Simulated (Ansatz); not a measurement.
**Ligand exchange: C2H6O + In(CH3)(NH2)2 → CH5NO + In(CH3)2(NH2)**

Species: C2H6O (dimethyl ether) `COC`, singlet; In(CH3)(NH2)2, singlet; CH5NO `CON`, singlet; In(CH3)2(NH2), singlet. The partners trade CH3 for NH2: O–CH3 and In–NH2 bonds give way to O–NH2 and In–CH3.

Shapes, held fixed at every level: PBE0-D4/def2-TZVP. Flexible molecules stand in one conformer, not always the lowest. Programs: Ansatz 0.2.0. The zero-point and thermal change to 298 K, harmonic and unscaled (PBE0-D4/def2-TZVP), is -1.4 kJ/mol.

Q: Estimate ΔH(298 K) of this reaction.

A: The highest level, CCSD(T)/def2-TZVPP, gives ΔH(298 K) = +159.1 kJ/mol; the levels span +151.7 to +167.5. The column of differences is taken from that level and isn't an error. No measured value is set beside it here. For atoms past krypton def2 sets carry core potentials with scalar relativity. Outer-core shells of In are correlated in most correlated rows, in sets that cover them unevenly.

```json
{"level": "SPW92/def2-TZVPP", "kind": "LDA", "ΔH(298 K) (kJ/mol)": "+151.7", "less CCSD(T)/def2-TZVPP": "-7.4"}
{"level": "r2SCAN-D4/def2-TZVPP", "kind": "meta-GGA", "ΔH(298 K) (kJ/mol)": "+156.5", "less CCSD(T)/def2-TZVPP": "-2.6"}
{"level": "PBE0-D4/def2-TZVPP", "kind": "global hybrid", "ΔH(298 K) (kJ/mol)": "+153.5", "less CCSD(T)/def2-TZVPP": "-5.6"}
{"level": "wB97X-V/def2-TZVPP", "kind": "range-separated hybrid", "ΔH(298 K) (kJ/mol)": "+155.6", "less CCSD(T)/def2-TZVPP": "-3.5"}
{"level": "MP2/def2-SVP", "kind": "perturbation theory", "ΔH(298 K) (kJ/mol)": "+161.8", "less CCSD(T)/def2-TZVPP": "+2.7"}
{"level": "MP2/def2-TZVPP", "kind": "perturbation theory", "ΔH(298 K) (kJ/mol)": "+167.5", "less CCSD(T)/def2-TZVPP": "+8.4"}
{"level": "CCSD/def2-TZVPP", "kind": "coupled cluster or CI", "ΔH(298 K) (kJ/mol)": "+161.1", "less CCSD(T)/def2-TZVPP": "+2.0"}
{"level": "CCSD(T)/def2-TZVPP", "kind": "coupled cluster or CI", "ΔH(298 K) (kJ/mol)": "+159.1", "less CCSD(T)/def2-TZVPP": "0.0"}
```

The exchange is strongly endothermic at every level, and the spread among methods is small beside the reaction enthalpy, so its direction is not in doubt. Both halves of the trade probably work against the products. On the oxygen side, a strong, polar C–O bond gives way to a weak O–N bond, in which adjacent lone pairs repel and the small electronegativity difference offers little ionic stabilisation. On the indium side, a polar In–N bond, which can gain some further strength from donation of the nitrogen lone pair into the formally empty 5p orbital, is replaced by a less polar In–C bond.

All four density functionals fall below CCSD(T), while MP2 and CCSD lie above it. MP2 lies closer to CCSD(T) in the smaller basis than in the larger one, which suggests cancellation between basis-set and correlation errors rather than a better description. The overall enthalpy alone cannot show how the cost divides between the oxygen and indium sides.
